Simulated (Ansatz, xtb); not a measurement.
**Two isomers of CH8OSiSn**

We compare a, `C[Si@@H](O)[SnH3]`, a singlet, with b, `C[SiH2][O][SnH3]`, a singlet. Both are isolated molecules in the gas phase, relaxed with B3LYP-D3(BJ)/def2-SVP; the shapes shown needn't be the lowest conformers.

a (Å):

```xyz
12

C    -2.4102    0.1656    0.3830
O    -1.4880    0.9146   -2.3262
Si   -1.6934   -0.3768   -1.2718
Sn    0.6771   -1.3532   -0.9929
H    -1.7618    0.9106    0.8704
H    -2.5086   -0.7005    1.0586
H    -3.4119    0.6106    0.2584
H    -2.6129   -1.3997   -1.8683
H    -2.2864    1.3477   -2.6524
H     1.7453   -0.1872   -0.3089
H     0.6717   -2.7189    0.0614
H     1.3466   -1.8630   -2.4943
```

b (Å):

```yaml
atoms:
  - { symbol: C, position_ang: [-2.5988, 0.0762, 0.4596] }
  - { symbol: O, position_ang: [-0.9591, -1.1783, -1.6191] }
  - { symbol: Si, position_ang: [-2.2472, -0.1652, -1.3722] }
  - { symbol: Sn, position_ang: [1.0207, -1.0908, -1.4046] }
  - { symbol: H, position_ang: [-1.7476, 0.5547, 0.9718] }
  - { symbol: H, position_ang: [-2.7925, -0.8903, 0.9523] }
  - { symbol: H, position_ang: [-3.4838, 0.7180, 0.6063] }
  - { symbol: H, position_ang: [-1.9882, 1.1769, -1.9902] }
  - { symbol: H, position_ang: [-3.4424, -0.7659, -2.0343] }
  - { symbol: H, position_ang: [1.5994, -2.4151, -2.3225] }
  - { symbol: H, position_ang: [1.3531, -1.2529, 0.2737] }
  - { symbol: H, position_ang: [1.5346, 0.4296, -2.0205] }
```

Quicker runs give these differences E(b) − E(a): GFN2-xTB +3.9 kcal/mol; HF/STO-3G −2.4 kcal/mol (at GFN2-xTB geometries); r2SCAN-D4/def2-SVP −2.2 kcal/mol (at GFN2-xTB geometries).

Q: Estimate E(b) − E(a) at the level CCSD(T)/def2-SVP + ΔMP2/def2-TZVPP.

A: Calculated at CCSD(T)/def2-SVP + ΔMP2/def2-TZVPP: E(b) − E(a) = −2.9 kcal/mol, so structure b lies lower.

How the difference moves with the method:

```json
{"level": "GFN2-xTB", "geometry": "GFN2-xTB", "E(b) − E(a) (kcal/mol)": "+3.9", "departure from the last row (kcal/mol)": "+6.7", "job, with rough time for the two": "optimisation, 0.25 s"}
{"level": "HF/STO-3G", "geometry": "GFN2-xTB", "E(b) − E(a) (kcal/mol)": "−2.4", "departure from the last row (kcal/mol)": "+0.5", "job, with rough time for the two": "single point, 0.74 s"}
{"level": "r2SCAN-D4/def2-SVP", "geometry": "GFN2-xTB", "E(b) − E(a) (kcal/mol)": "−2.2", "departure from the last row (kcal/mol)": "+0.6", "job, with rough time for the two": "single point, 2 s"}
{"level": "B3LYP-D3(BJ)/def2-SVP", "geometry": "B3LYP-D3(BJ)/def2-SVP", "E(b) − E(a) (kcal/mol)": "−3.0", "departure from the last row (kcal/mol)": "−0.1", "job, with rough time for the two": "optimisation, 2 min"}
{"level": "HF/def2-SVP", "geometry": "B3LYP-D3(BJ)/def2-SVP", "E(b) − E(a) (kcal/mol)": "−7.3", "departure from the last row (kcal/mol)": "−4.5", "job, with rough time for the two": "part of the CCSD(T) run"}
{"level": "MP2/def2-SVP", "geometry": "B3LYP-D3(BJ)/def2-SVP", "E(b) − E(a) (kcal/mol)": "−7.4", "departure from the last row (kcal/mol)": "−4.5", "job, with rough time for the two": "part of the CCSD(T) run"}
{"level": "CCSD(T)/def2-SVP", "geometry": "B3LYP-D3(BJ)/def2-SVP", "E(b) − E(a) (kcal/mol)": "−6.2", "departure from the last row (kcal/mol)": "−3.3", "job, with rough time for the two": "single point"}
{"level": "CCSD(T)/def2-SVP + ΔMP2/def2-TZVPP", "geometry": "B3LYP-D3(BJ)/def2-SVP", "E(b) − E(a) (kcal/mol)": "−2.9", "departure from the last row (kcal/mol)": "", "job, with rough time for the two": "single point, 23 s"}
```

As drawn, b has 1 O–Sn, 1 Si–H in place of 1 Si–Sn, 1 O–H.

GFN2-xTB puts the two in the other order. The largest departure from CCSD(T)/def2-SVP + ΔMP2/def2-TZVPP is that of GFN2-xTB, 6.7 kcal/mol. The last row adds to CCSD(T) the change of the MP2 difference between the two basis sets, here +3.3 kcal/mol, a large step that makes the value less sure.

With harmonic frequencies from B3LYP-D3(BJ)/def2-SVP (ideal gas, rigid rotor, one conformer each, 298.15 K, 1 atm): on the last row, ΔE + ΔZPE = −3.7 kcal/mol. A mode under 50 cm⁻¹ makes harmonic enthalpies and free energies unreliable, so none is given.

The correlated steps freeze 11 core orbitals; the filled d shell of Sn is correlated, in a basis made for valence electrons. Atoms past krypton carry core potentials in the def2 sets, other sets are all-electron and non-relativistic, and no spin–orbit term is included. Programs: Ansatz 0.2.0, xtb 6.7.1; the last row on 2 threads of Intel(R) Xeon(R) Gold 6455B (Sapphire Rapids) on a shared host.

Isomer b is modestly favoured, and every method except GFN2-xTB gives that order. The exchange gives up a strong O–H bond, but it also replaces a weak, nearly nonpolar Si–Sn bond with a polar Sn–O bond and adds a Si–H bond. The Si–O bond is kept in both isomers, so the strong siloxy link doesn't decide the order, and the small net difference reflects large opposing bond contributions. Zero-point motion widens the gap from −2.9 to −3.7 kcal/mol, as expected when a stiff O–H oscillator is exchanged for a softer Si–H one.

HF and MP2 nearly coincide in def2-SVP, so the second-order correlation contributions almost cancel between the isomers; this doesn't make correlation unimportant in either molecule. The closeness of B3LYP to the final value probably owes something to compensation between functional and basis errors, since CCSD(T) in the same basis gives −6.2 kcal/mol. The preference for b says nothing about the barrier to rearrangement, so a could still be kinetically persistent.
